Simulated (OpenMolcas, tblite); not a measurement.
# SnF4 (SMILES [F][Sn]([F])([F])[F]): the vertical ionisation energy, rung by rung

SnF4: 5 atoms, total charge 0, spin state singlet. As SMILES, `[F][Sn]([F])([F])[F]`. The coordinates come from a PBE0-D4/def2-TZVP relaxation.

Each level gives the vertical ionisation energy (to the doublet cation) (eV). The values are calculated.

| level | kind | program | value (eV) | CPU time (all runs) |
| --- | --- | --- | --- | --- |
| GFN1-xTB | semi-empirical | tblite | 19.51 | under 2 s |
| GFN2-xTB | semi-empirical | tblite | 18.70 | under 2 s |
| IPEA1-xTB | semi-empirical | tblite | 18.78 | under 2 s |
| SVWN5/def2-SVP (core potential) | LDA | OpenMolcas | 13.69 | 2.3 min |
| PBE/def2-SVP (core potential) | GGA | OpenMolcas | 13.38 | 2.2 min |
| revPBE/def2-SVP (core potential) | GGA | OpenMolcas | 13.30 | 2.3 min |
| M06-L/def2-SVP (core potential) | meta-GGA | OpenMolcas | 13.92 | 4.9 min |
| r2SCAN/def2-SVP (core potential) | meta-GGA | OpenMolcas | 13.94 | 4.3 min |
| B3LYP/def2-SVP (core potential) | global hybrid | OpenMolcas | 14.42 | 3.5 min |
| BHLYP/def2-SVP (core potential) | global hybrid | OpenMolcas | 15.35 | 2.9 min |

Spin-orbit coupling, which can split open shells on such heavy atoms by tenths of an eV, is left out. The values span 13.30 to 19.51 eV. The xTB values lack the empirical shift that such differences need. Times are those of the runs behind each value, whatever else they computed, on shared processors of several kinds: orders of magnitude only.

The density-functional results place the vertical ionisation of SnF4 between 13.30 and 15.35 eV, so the electron is tightly bound at every one of these levels. This fits the bonding: tin(IV) has formally given up its 5s and 5p valence electrons, so the electron most probably leaves a fluorine 2p lone-pair combination, held deep by fluorine's electronegativity and the strongly polar Sn–F bonds.

The value does not rise steadily with each class of functional, since SVWN5 lies above both GGAs. The clearer step is from the semilocal functionals to B3LYP and then BHLYP, probably because exact exchange reduces the spurious stabilisation of a hole shared among equivalent fluorines. In a tetrahedral molecule, a hole in a degenerate lone-pair set would also favour Jahn–Teller distortion of the cation, so the adiabatic threshold should lie below the vertical one. Without a correlated wavefunction or measured reference, the series shows how sensitive the ionisation energy is to the functional, but not which hybrid is closer to the true value.
